The molecule is 3-fluorothioanisole, a benzene ring with an S-methyl group on C3 and fluorine on C7. C9 is the CH carbon between these two substituents, and C4, C5 and C6 follow one another round the other side. Both conformers are planar. The methyl group points towards C9 in conformer 1 and towards C4 in conformer 2. The shifts come from density functional theory on tight-binding geometries, and a higher shift means a less shielded nucleus.

NMR shifts of 3-fluorothioanisole (CSc1cccc(F)c1) relative to TMS, from PySCF 2.14.0 and tblite 0.8.0 with GIAO KT2/pcSseg-1 in methanol on GFN2-xTB geometries. Averages use Boltzmann weights at 298.15 K from B3LYP-D3(BJ)/def2-SVP energies in methanol and GFN2-xTB free-energy terms. Atoms are numbered in SMILES order, each H by the atom that carries it.

```
atom  nucleus  count  shift in conformer 1 (ppm)  shift in conformer 2 (ppm)  averaged shift (ppm)
   1      13C      1                       19.00                       19.40                 19.20
   3      13C      1                      141.20                      140.90                141.10
   4      13C      1                      117.30                      112.90                115.40
   5      13C      1                      125.40                      126.80                126.00
   6      13C      1                      106.40                      107.10                106.70
   7      13C      1                      165.70                      164.00                165.00
   9      13C      1                      105.00                      108.30                106.40
   1       1H      3                        2.60                        2.62                  2.61
   4       1H      1                        7.07                        6.77                  6.95
   5       1H      1                        7.38                        7.48                  7.42
   6       1H      1                        6.84                        6.87                  6.85
   9       1H      1                        6.75                        7.06                  6.88
```

1. Which ring carbon has the highest shift, and what sets the order of the others?

Substituents spread the ring carbons over tens of ppm. C7 lies highest, at 165.0 ppm in the average, because it is bonded to fluorine, which draws electrons away through the σ bond. C3, which is bonded to sulfur, comes next at 141.1 ppm. Fluorine also gives back π density from a lone pair, and this density collects at the ortho and para positions. Sulfur donates in the same way, but more weakly. C5 is meta to both donors and stays at 126.0 ppm, while C4, C6 and C9 are each ortho or para to both and lie 10 to 20 ppm lower.

Adding empirical increments for the two substituents puts numbers on this order. For fluorine the usual increments are roughly +35 ppm at its own carbon, −13 at ortho and −4 at para (recalled values). With the smaller increments of S-methyl, recalled in the same way, and one common offset fitted to the six ring carbons, the pattern misses the averaged shifts by 3.4 ppm (root mean square). That is enough to reproduce the broad order, but not to separate close neighbours. Each increment sums up all the effects of a substituent, so the agreement does not by itself test the roles given to σ and π electrons.

2. What happens to the ortho carbons when the methyl group changes sides?

Each ortho carbon is more shielded when the methyl group is on its own side than when it is on the other, by about 4 ppm. C4 falls by 4.4 ppm when the methyl group arrives beside it, and C9 rises by 3.3 ppm when the group leaves. The hydrogens on these two carbons follow in the same direction, by 0.3 ppm each. The rotation thus moves a carbon far less than the tens of ppm over which the substituents spread the ring.

3. What would change if fluorine were replaced by hydrogen?

The two conformers would become mirror images. Reflection through the line from C3 to C6 would turn one into the other and exchange C4 with C9 and C5 with C7. Whatever one carbon gained in the rotation, its partner would then lose. With Δ for the shift in conformer 2 less that in conformer 1, symmetry requires

Δ(C9) = −Δ(C4)
Δ(C7) = −Δ(C5)
Δ(C1) = Δ(C3) = Δ(C6) = 0

This rule has no fitted constant, so the fluorinated molecule shows how far fluorine disturbs it. For the ortho pair,

Δ(C4) = 112.9 − 117.3 = −4.4 ppm
predicted Δ(C9) = +4.4 ppm
computed Δ(C9) = 108.3 − 105.0 = +3.3 ppm

The sign is right and the size is a third too large. The meta pair obeys the rule within 0.3 ppm, and the three carbons that should stand still move by at most 0.7 ppm. Fluorine therefore shifts several carbons strongly, but upsets the balance between partners in the rotation by only about 1 ppm.

4. Why is the carbon beside the methyl group shielded?

The ortho carbon is three bonds away from the methyl carbon, and shielding of a carbon crowded by such a group is known as the γ effect. One explanation is steric. The crowded hydrogen is pressed, and the electrons of its C–H bond shift towards carbon. Carbon should then gain shielding and hydrogen should lose it. In the table both gain, so this polarisation alone does not account for the pair. It is not ruled out for the carbon, because the hydrogen may also feel the nearby sulfur and methyl group directly.

The meta carbons offer a clue. When the methyl group comes to their side, they become less shielded, by 1.6 ppm on average, while the ortho carbons become more shielded. Such alternation along the ring would result if π density moved from the meta to the ortho carbon on the methyl side. A hydrogen would then follow its own carbon with a smaller change, as the four ring hydrogens do. This reading fits the signs, but it remains a conjecture, because the shifts alone do not reveal the charges.

5. What does the averaged shift represent, and would warming change it?

Rotation about the bond between ring and sulfur is normally fast on the NMR time scale, so each carbon gives one signal at the weighted mean of its two positions. The weights are 58.2 % for conformer 1 and 41.8 % for conformer 2. They correspond to a free-energy difference of only 0.2 kcal/mol, so neither form dominates. If this difference stays the same, warming to 350 K moves the average of C4 by about 0.05 ppm, which is negligible.

6. Can C6 and C9 be told apart by their averaged shifts?

They cannot. C6 lies 1.4 ppm above C9 in conformer 1 and 1.2 ppm below it in conformer 2, so their order in the average depends on the weights. If w is the fraction of conformer 1, the two averages coincide when

1.4 w = 1.2 (1 − w)
w = 1.2 / 2.6 = 0.46

The computed fraction is 0.58. An error of 0.3 kcal/mol in the free-energy difference would close that gap, and an error of this size is quite possible at this level of theory. The averaged values of 106.7 and 106.4 ppm therefore cannot tell which of two neighbouring signals belongs to which carbon.

7. Which digits can be trusted?

Among the carbon shifts, gaps of tens of ppm can be trusted, but the tenths of a single shift cannot. The shifts are unscaled, and calculations of this kind often place carbons bonded to sulfur too high, which concerns C1 and C3. Errors of several ppm in a single shift are therefore plausible. The conformer weights matter less: an error of 0.5 kcal/mol would move the average of C4 by less than 1 ppm.

Differences between the conformers are safer than the shifts themselves, because the reference and much of the error of the functional cancel when the same carbon is compared with itself. What does not cancel is the assumed shape. The planar forms were found on the tight-binding surface and may be saddle points in density functional theory. If the methyl group in fact sits out of the ring plane, the contrast between the two sides could be smaller than the 4 ppm found here.

The output printed below lists the change of every signal and the estimates used in these answers.

Output of the analysis:

```
Flip and additive pattern in ppm (last column is 0 where not used):
  row  conformer 2 less 1  computed less additive
    1                 0.4                       0
    3                -0.3                   4.167
    4                -4.4                  -3.533
    5                 1.4                 -0.9333
    6                 0.7                  -1.233
    7                -1.7                   5.067
    9                 3.3                  -3.533
    1                0.02                       0
    4                -0.3                       0
    5                 0.1                       0
    6                0.03                       0
    9                0.31                       0
C7 above C5 in the average, ppm: 39
rms miss of the additive pattern over six ring carbons, ppm: 3.425
mean change of an ortho carbon when methyl comes to its side, ppm: -3.85
size of the C4 change less size of the C9 change, ppm: 1.1
mean change of a meta carbon when methyl comes to its side, ppm: 1.55
mean change of an ortho hydrogen when methyl comes to its side, ppm: -0.305
free energy of conformer 2 above conformer 1, kcal/mol: 0.1961
largest miss of the average rebuilt from the weights, ppm: 0.0608
weight of conformer 1 at 350 K with the same free-energy difference, percent: 57
change of averaged C4 on warming to 350 K, ppm: -0.05269
change of averaged C4 if conformer 1 is favoured by 0.5 kcal/mol less, ppm: -0.913
change of averaged C4 if conformer 1 is favoured by 0.5 kcal/mol more, ppm: 0.8009
C6 less C9 in the average, ppm: 0.3
weight of conformer 1 at which C6 and C9 coincide, percent: 46.15
energy error that would make C6 and C9 coincide, kcal/mol: 0.2874
```
